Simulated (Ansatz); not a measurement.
# Surface energy of the densest face of the 4d metals from Sr to Cd, from unrelaxed PBE slabs

The usual rule of thumb for transition metals is that the surface energy follows the filling of the d band: it is high near half filling and low at both ends of the row. We test this on the densest face of the 4d metals from Sr to Cd. The surface energy helps to set the shape of small crystals and catalyst particles, and whether a deposited metal spreads as a film or gathers into islands. The calculated quantity is the energy γ needed to create unit area of one face, counted from the same number of atoms inside the crystal. That bulk reference is the slope of the slab energy with thickness. The atoms stay at their bulk places, so γ is an upper bound to the relaxed PBE value at the same lattice constant.

## Calculations

Ansatz 0.2.0, plane-wave Kohn-Sham DFT with its default PAW datasets at a cutoff of 420 eV. Symmetric 1×1 slabs of 5 up to 13 layers are cut at the tabulated measured lattice constant with atoms at bulk places and 18 Å of vacuum. In-plane k-spacing 0.15 to 0.16 Å⁻¹ (2π included), Fermi-Dirac smearing of 0.1 eV, dipole correction on. Spin-paired. Scalar-relativistic, no spin-orbit coupling. PBE. The energy extrapolated to zero smearing is fitted as E(N) = N·e + 2·A·γ over the thicknesses, which gives the surface energy γ without a separate bulk run; faces where leaving out the thinnest slab moves γ by over 6 % are left out. The face is (111) for fcc, (110) for bcc and (0001) for hcp crystals.

Notes on method and selection:

- Unrelaxed values are upper bounds for the same method; relaxation lowers open faces most.
- The measured lattice constant is not PBE's own.
- Runs in which the search for lower states was switched off are not listed.
- Work functions and vacuum levels are read from the electrostatic potential (Hartree and local ionic parts), which a warning of a rough exchange-correlation potential in thin density does not concern.
- Where the table has no 7-layer slab, one was as a rule run in another session of the same face and is not part of the fit.
- The default PAW datasets of this version of Ansatz are the set soft_2.
- Runs that did not converge, have known faults or may not be shown are not listed, and runs on Ansatz's PAW sets soft_1 and soft_2 are kept to separate tables.
- A language model judged 1 of the measured values at hand unlike the computed quantity or outlying; they, and members whose columns rest on them, are left out, so mean errors are over the rest.

Columns:

- group: group of the periodic table.
- melting point (K): melting point of the element (tabulated).
- top-layer density (nm⁻²): atoms per nm² in the top layer.
- Φ (eV): work function: vacuum level outside the slab less the Fermi level, thickest slab.
- γ (J/m²): surface energy per area of one face, unrelaxed.
- γ per atom (eV): surface energy per surface atom (1×1 cell, one face).

## Data

```
member    group  melting point (K)  top-layer density (nm⁻²)  Φ (eV)  γ (J/m²)  γ per atom (eV)  remark
Sr(111)   2      1050               6.2                       2.71    0.34      0.344            fcc
Y(0001)   3      1799               8.7                       3.37    ?         ?
Zr(0001)  4      2128               11.1                      4.19    1.68      0.949            hcp
Nb(110)   5      2750               13.0                      4.54    2.11      1.013            bcc
Mo(110)   6      2896               14.3                      4.67    2.89      1.264            bcc
Ru(0001)  8      2607               15.8                      5.06    2.64      1.042            hcp
Rh(111)   9      2237               16.0                      5.16    2.01      0.786            fcc
Pd(111)   10     1828               15.3                      5.22    1.30      0.533            fcc
Ag(111)   11     1235               13.8                      4.43    0.74      0.334            fcc
Cd(0001)  12     594                13.0                      3.84    0.20      0.094            hcp
```

Cells marked ? are withheld until the estimate has been made.

Least-squares fits to the members shown, with x = group; R² and errors in the fitted variable (y, or ln y where the fit is in ln y):

```
y                members  fit                                  R²    rms residual  leave-one-out rms  the same for the mean of the others
γ (J/m²)         9        y = −1.948 + 1.330 x − 0.09762 x²    0.95  0.21          0.32               1.0
γ per atom (eV)  9        y = −0.3934 + 0.4705 x − 0.03659 x²  0.95  0.085         0.16               0.42
```

## Mechanism

Among the members shown, γ rises from 0.34 J/m² for Sr to 2.89 J/m² for Mo and then falls at every step to 0.20 J/m² for Cd. The two flanks are about equally steep: (2.89 − 1.68) / 2 = 0.61 J/m² per group from Zr to Mo, and (2.64 − 0.74) / 3 = 0.63 J/m² per group from Ru down to Ag.

The rule therefore holds in outline, and Friedel's picture of the d band gives the reason. With $n$ d electrons in a band of width $W$, the bond energy per atom is about $W n(10-n)/20$. It grows while bonding states fill and shrinks once antibonding states fill. A surface atom has lost a quarter of its nearest neighbours on all these faces, 3 of 12 for fcc (111) and ideal hcp (0001) and 2 of 8 for bcc (110). Its band is narrower, and part of the bond energy is lost. At Ag and Cd the d band is full and mainly s and p electrons bind.

Packing matters as well, because γ is an energy per area. Sr and Ag cost nearly the same per surface atom, 0.344 and 0.334 eV, yet γ of Ag is 0.74 / 0.34 = 2.2 times that of Sr. The ratio of the top-layer densities, 13.8 / 6.2 = 2.2, accounts for this. From Mo to Ru the energy per atom falls by 18 %, but γ falls by only 9 % because the Ru layer is denser.

A parabola in the group number describes the row well but not closely. Mo lies 0.37 J/m² above it. A possible cause is the dip in the density of states of bcc metals near this filling, which stabilises the bulk and is partly filled in at the surface. With no row for group 7, the position of the maximum is open between Mo and Ru.

## A prediction

Plain estimates from the members shown:

- Y(0001), fit at x = 3: 1.16 J/m²
- Y(0001), straight-line interpolation between Sr(111) and Zr(0001): w = (3 − 2) / (4 − 2) = 0.500, so 0.34 + 0.500 × (1.68 − 0.34) = 1.01 J/m²

For Y(0001) we use the straight line in γ between its neighbours Sr and Zr, which gives 1.01 J/m². The parabola gives 1.16 J/m², but it already overshoots Zr, with 1.81 against 1.68 J/m², and its leave-one-out error is 0.32 J/m².

The interpolation can be tried on the four shown members that have a neighbour one group away on each side. It gives (1.68 + 2.89) / 2 = 2.29 for Nb (calculated 2.11), (2.64 + 1.30) / 2 = 1.97 for Rh (2.01), (2.01 + 0.74) / 2 = 1.38 for Pd (1.30) and (1.30 + 0.20) / 2 = 0.75 for Ag (0.74), all in J/m². The root-mean-square miss is 0.10 J/m², which we take as the error bar.

The packing of Y calls for no shift: its top-layer density of 8.7 nm⁻² is close to the midpoint of its neighbours, (6.2 + 11.1) / 2 = 8.65 nm⁻². Interpolating the energy per atom instead gives (0.344 + 0.949) / 2 = 0.647 eV, or 0.647 × 8.7 × 0.160 = 0.90 J/m², where 0.160 converts eV/nm² to J/m². This variant does about equally well on the four test members. We prefer the higher value because d bonding sets in between Sr and Zr and, in Friedel's formula, grows fastest with the first d electrons, which should lift Y above the midpoint in energy per atom. The two results share their input, so we do not average them.

**Committed estimate, Y(0001): γ = 1.01 ± 0.10 J/m².**

## The answer

```
member   group  melting point (K)  top-layer density (nm⁻²)  Φ (eV)  γ (J/m²)  γ per atom (eV)  remark
Y(0001)  3      1799               8.7                       3.37    1.02      0.731            hcp
```

```
member   estimate       γ (J/m²)  computed  estimate − computed  miss in error bars
Y(0001)  committed      1.01      1.02      −0.01                0.1
Y(0001)  fit            1.16      1.02      +0.14
Y(0001)  interpolation  1.01      1.02      −0.01
```

The calculation gives 1.02 J/m² for Y(0001). Our estimate of 1.01 ± 0.10 J/m² is 0.01 J/m² too low, well inside its error bar. It was the plain interpolation between Sr and Zr, taken over without a shift, so it does no better than that. The parabola came out 0.14 J/m² too high. A miss of 0.01 J/m² is smaller than the route's test on other members led us to expect, and it doesn't justify a narrower error bar.

The choice between the two ways of interpolating was right. Interpolating the energy per surface atom would have given 0.90 J/m², which is 0.12 J/m² too low. We had argued that the first d electrons add most to the bonding and lift Y above the midpoint in energy per atom. Y does lie above it, with 0.731 against 0.647 eV. The step from Sr to Y is 0.731 − 0.344 = 0.387 eV, that from Y to Zr only 0.949 − 0.731 = 0.218 eV. This is the order expected from Friedel's formula, although bond length and band width also change along these steps.

## Exceptions

Least-squares fits to the whole series, with x = group; R² and errors in the fitted variable (y, or ln y where the fit is in ln y):

```
y                members  fit                                  R²    rms residual  leave-one-out rms  the same for the mean of the others
γ (J/m²)         10       y = −2.036 + 1.349 x − 0.09858 x²    0.95  0.20          0.31               0.98
γ per atom (eV)  10       y = −0.3677 + 0.4651 x − 0.03631 x²  0.95  0.081         0.14               0.39
```

Largest departures from the fit to the whole series:

```
member    γ (J/m²)  fit    computed − fit  in rms residuals
Mo(110)   2.89      2.51   +0.38           1.9
Pd(111)   1.30      1.60   −0.30           1.5
Cd(0001)  0.20      −0.04  +0.24           1.2
Ru(0001)  2.64      2.45   +0.19           1.0
```

Mo stands out most, 0.38 J/m² above the parabola. Part of this is the shape of the curve, since the calculated row has a sharper peak than a parabola can follow. The dip in the density of states of bcc metals remains a possible further cause: it lowers the energy of bulk Mo more than that of its surface and so raises γ. In Nb, also bcc, the Fermi level lies below this dip, and Nb shows no such excess.

Pd lies 0.30 J/m² below the parabola but only 0.08 J/m² below the midpoint of Rh and Ag, (2.01 + 0.74) / 2 = 1.38 J/m². Its departure thus comes mainly from the curve, which bulges above the nearly straight fall from Ru to Cd.

For Cd the parabola gives −0.04 J/m², which is impossible for a stable crystal, so the excess of 0.24 J/m² is a fault of the fit. The long, weak bonds between the layers of Cd would act the other way and lower γ. Ru, 0.19 J/m² above the curve, is within the ordinary scatter of the fit and needs no cause of its own.

## Closing remarks

Among the ten metals calculated, γ rises at every step from Sr to Mo and falls at every step from Mo to Cd; group 7 is missing, so the true maximum may lie there. On the flanks, the midpoint of the two adjacent groups is a good estimate: for the six members that have both neighbours, its root-mean-square miss is 0.09 J/m². It fails at the peak, where a straight line from Nb to Ru puts Mo at 2.11 + (2.64 − 2.11) / 3 = 2.29 J/m², 0.60 J/m² too low.

For film growth, the difference between Mo and Ag is useful: 2.89 − 0.74 = 2.15 J/m². Ag should wet Mo(110) as long as interface and strain energy together cost less than this.

No omitted effect is as large as the range of the row. Relaxation lowers γ, on such dense faces usually by a few per cent. PBE itself tends to give surface energies of metals too low, and not by the same share for every metal, so the rise and fall along the row is more reliable than the absolute values.

[Logs are printed without paths, hosts, clocks, repeated set-up lines and the standing remarks that a program may print on its own settings, such as how far it seeks lower states.]
